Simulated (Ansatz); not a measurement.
# Ligand exchange: C2H5I + SnH3Cl → CH2ClI + SnH3(CH3)

Species: C2H5I (iodoethane) `CCI`, singlet; SnH3Cl `[Cl][SnH3]`, singlet; CH2ClI (chloroiodomethane) `ClCI`, singlet; SnH3(CH3), singlet. The partners trade CH3 for Cl: C–CH3 and Sn–Cl bonds give way to C–Cl and Sn–CH3.

Shapes, held fixed at every level: PBE0-D4/def2-TZVP. Programs: Ansatz 0.2.0. The zero-point and thermal change to 298 K, harmonic and unscaled (PBE0-D4/def2-TZVP), is -5.8 kJ/mol.

```tsv
level	kind	ΔH(298 K) (kJ/mol)	less CCSD(T)/def2-TZVPP
HF/def2-SVP	Hartree–Fock	+182.2	+42.6
HF/def2-TZVPP	Hartree–Fock	+168.3	+28.7
SPW92/def2-TZVPP	LDA	+133.8	-5.8
BHLYP-D4/def2-TZVPP	global hybrid	+153.9	+14.3
r2SCAN0-D4/def2-TZVPP	global hybrid	+149.7	+10.1
MP2/def2-SVP	perturbation theory	+160.0	+20.4
CCSD/def2-SVP	coupled cluster or CI	+161.0	+21.4
CCSD(T)/def2-TZVPP	coupled cluster or CI	+139.6	0.0
```

The highest level, CCSD(T)/def2-TZVPP, gives ΔH(298 K) = +139.6 kJ/mol; the levels span +133.8 to +182.2. The column of differences is taken from that level and isn't an error. No measured value is set beside it here. For atoms past krypton def2 sets carry core potentials with scalar relativity. Correlated rows may include outer-core shells of I, Sn, which these sets cover unevenly.

The exchange is strongly endothermic at every level, so the preference for chlorine on tin and methyl on carbon doesn't depend on the treatment of correlation. Both halves of the trade favour the reactants. Tin is much more electropositive than carbon, which gives the Sn–Cl bond a large ionic contribution that C–Cl can't match, while the compact C–C bond has better orbital overlap than Sn–C, where tin's valence orbitals are more diffuse.

Correlation reduces the cost without changing this picture: in the small basis, MP2 and CCSD nearly coincide, at +160.0 and +161.0 kJ/mol, well below Hartree–Fock at +182.2, probably because Hartree–Fock exaggerates the polarity of the Sn–Cl bond. Enlarging the basis also lowers the Hartree–Fock value, to +168.3 kJ/mol, so the gap between CCSD/def2-SVP and CCSD(T)/def2-TZVPP mixes basis-set and triples effects and can't be read as a measure of the triples alone.
